Question

Boron arsenide crystallises in the zinc-blende structure. The table follows one crystal through a uniform strain, from 4 % shorter to 4 % longer than its unstrained length; the unstrained cell has a volume of 13.684 Å³ per atom. The electronic dielectric constant ε is the response of the electrons to a uniform field while the atoms are held still. Cubic symmetry makes its xx, yy and zz entries equal.

Bulk zinc-blende BAs in the two-atom cell, computed with Ansatz 0.2.0 using r2SCAN, PAW potentials, a 500 eV plane-wave cutoff, an 8×8×8 k mesh and fixed occupations, without spin polarisation or spin–orbit coupling. The dielectric constant is the linear response at fixed atoms, with a stated numerical error of about 0.03; the shortest distance is B–As.

```
volume (Å³/atom)  shortest distance (Å)  electronic dielectric xx
          12.107                  1.989                     8.964
          12.489                  2.009                     9.037
          12.879                  2.030                     9.119
          13.277                  2.051                     9.212
          13.684                  2.071                     9.318
          14.099                  2.092                     9.437
          14.521                  2.113                     9.573
          14.953                  2.134                     9.727
          15.393                  2.154                     9.901
```

The same r2SCAN calculations give the band gap, which joins a valence state at the zone centre Γ to a conduction state elsewhere in the zone. Between the cells at 3 % compression and 3 % expansion it widens by 0.17 eV. The vertical separation of the highest valence and lowest conduction band, taken at one and the same k-point, changes as follows:

at Γ: 3.55 → 3.34 eV
at L, on the zone boundary along a bond direction: 5.62 → 4.20 eV
at the conduction minimum: 5.60 → 5.04 eV

(a) Explain the direction in which ε changes with volume, and reconcile it with the change of the band gap.
(b) Set the scale with the unstrained cell alone. How much of the computed rise of ε to the largest volume follows if the electron waves simply stretch with the crystal?
(c) Explain why the steps in ε change in size along the series.

Model answer

(a) Consider first a crystal whose atoms keep a fixed polarisability. Stretching it only puts fewer electrons into each unit of volume, so ε − 1 falls as 1/volume. On this picture, with local fields ignored, ε would drop from 9.32 in the unstrained cell to 8.39 in the largest. The computed value rises to 9.90, so each atom must become more polarisable, and by enough to outweigh the dilution.

Electrons respond to a static field by mixing empty states into filled ones. Each such transition contributes its strength divided by the square of its energy. The total strength is fixed by the number of valence electrons, so the sum can be written with one effective transition energy E:

ε − 1 = (ħωₚ / E)²

Here ωₚ is the plasma frequency of the valence electrons. Its square is proportional to their density, hence to 1/d³, where d is any length in the crystal. It follows that

ε − 1 ∝ 1 / (d³ E²)

A stretch of 1 % costs 3 % through the density and returns twice the percentage by which E falls. The dielectric constant therefore rises if E falls by more than 1.5 % for each per cent of length.

The vertical separations show that this condition can be met. Between the two cells quoted the length grows by about 6 %, so a fall of roughly 9 % is needed to break even. The separation at Γ falls by only 6 %, that at the conduction minimum by 10 % and that at L by 25 %. The response collects transitions from the whole zone. Three points are not an average over it, but the computed rise of ε implies that the zone as a whole lies above the threshold even though the lowest transition at Γ lies below it. That transition ends on a threefold level. The next empty level at Γ, a single state, falls from 6.30 to 3.92 eV above the valence top, by 38 %.

The reason for the shrinkage is weaker bonding. The filled states are largely bonding and the lowest empty ones largely antibonding, and the overlap of neighbouring orbitals pushes the two apart. Longer bonds mean less overlap and a smaller splitting, so the electrons are easier to displace. How much a separation shrinks depends on the empty state. The single level at Γ and the lowest one at L are expected to be s-like antibonding states, which respond most strongly to bond length, while the p-like threefold level at Γ moves little.

The band gap moves the other way because it compares two different k-points. A uniform field cannot supply the change in crystal momentum that such a jump needs, so the gap is not one of the energies in the sum. It equals the vertical separation at the conduction minimum, less the drop of the valence band from Γ to that point. The separation shrinks by 0.56 eV, but the valence band also narrows as the overlap weakens, and the drop shrinks by 0.73 eV. The gap therefore widens by 0.17 eV while the vertical transition at that same point becomes easier.

(b) Take the limit in which electron waves simply stretch with the crystal. Their kinetic energies, and the differences between them, then scale as 1/d². Putting E ∝ 1/d² into the relation above gives

ε − 1 ∝ d⁴ / d³ = d

From the unstrained cell to the largest, d grows by a factor of 1.040:

ε ≈ 1 + (9.318 − 1) × 1.040 = 9.65

The computed value is 9.90. The estimate has the right direction, but it gives a rise of only 0.33 where the computed one is 0.58. The scale comes from the unstrained cell and the power of d from the argument, with no fit to the strained cells. Their values were already in the table, so this is a comparison and not a forecast. In the four compressed cells the same rule stays within about 0.03 of the computed ε, always slightly above it. That is the size of the stated numerical error, but the misses vary smoothly: the rule is a straight line laid across a curved series.

(c) The steps grow smoothly from 0.07 to 0.17, and no row breaks the pattern. The growth can be read as a partial cancellation. Solving the relation in (a) for E in each cell, with eight valence electrons per pair of atoms (the deep As 3d electrons are left out, a choice that sets the size of E but not its percentage change), shows E falling by an almost constant 0.15 to 0.16 eV per step. Because E itself is shrinking, that loss is a growing fraction of it. The loss also creeps up a little, and each equal step is a smaller fraction of a longer crystal.

For each per cent of length, the fall of E quickens from 1.9 % to 2.5 %. Doubling these figures and subtracting the 3 % of dilution leaves a rise in ε − 1 of 0.9 % at the compressed end and 2.0 % at the stretched end. A modest change in one of two opposing effects has more than doubled their small difference.

In the limit used in (b), E would lose 2 % per per cent of length throughout. A likely reason for the faster loss in the stretched crystal is the group of transitions into the lowest empty band along the line from Γ to L. Away from Γ itself their separations fall by 18 to 25 % between the two cells, much faster than 1/d², and as they drop they weigh more heavily in a sum of inverse squares. How much of the extra rise comes from there is a guess, since the strengths of the single transitions were not resolved.

Remarks on the reasoning

The tempting answer is that a wider gap means a smaller dielectric constant. That rule is useful between materials whose whole band structures differ by a similar shift. It fails here because strain moves different parts of the zone by different amounts, and the printed gap belongs to a pair of states that the field does not connect.

The effective energy E in part (c) was obtained from ε, so it rephrases the result and cannot confirm it. The independent evidence is the set of vertical separations, which come from the band energies. An answer that quotes only E has argued in a circle.

For a related tetrahedral semiconductor, the question to ask is whether its vertical separations, taken over the whole zone, fall by more than 1.5 % per per cent of stretch. The direction of the trend can be judged in this way more safely than the value of ε itself, because r2SCAN tends to make gaps, the vertical ones included, too small and so to make ε too large.
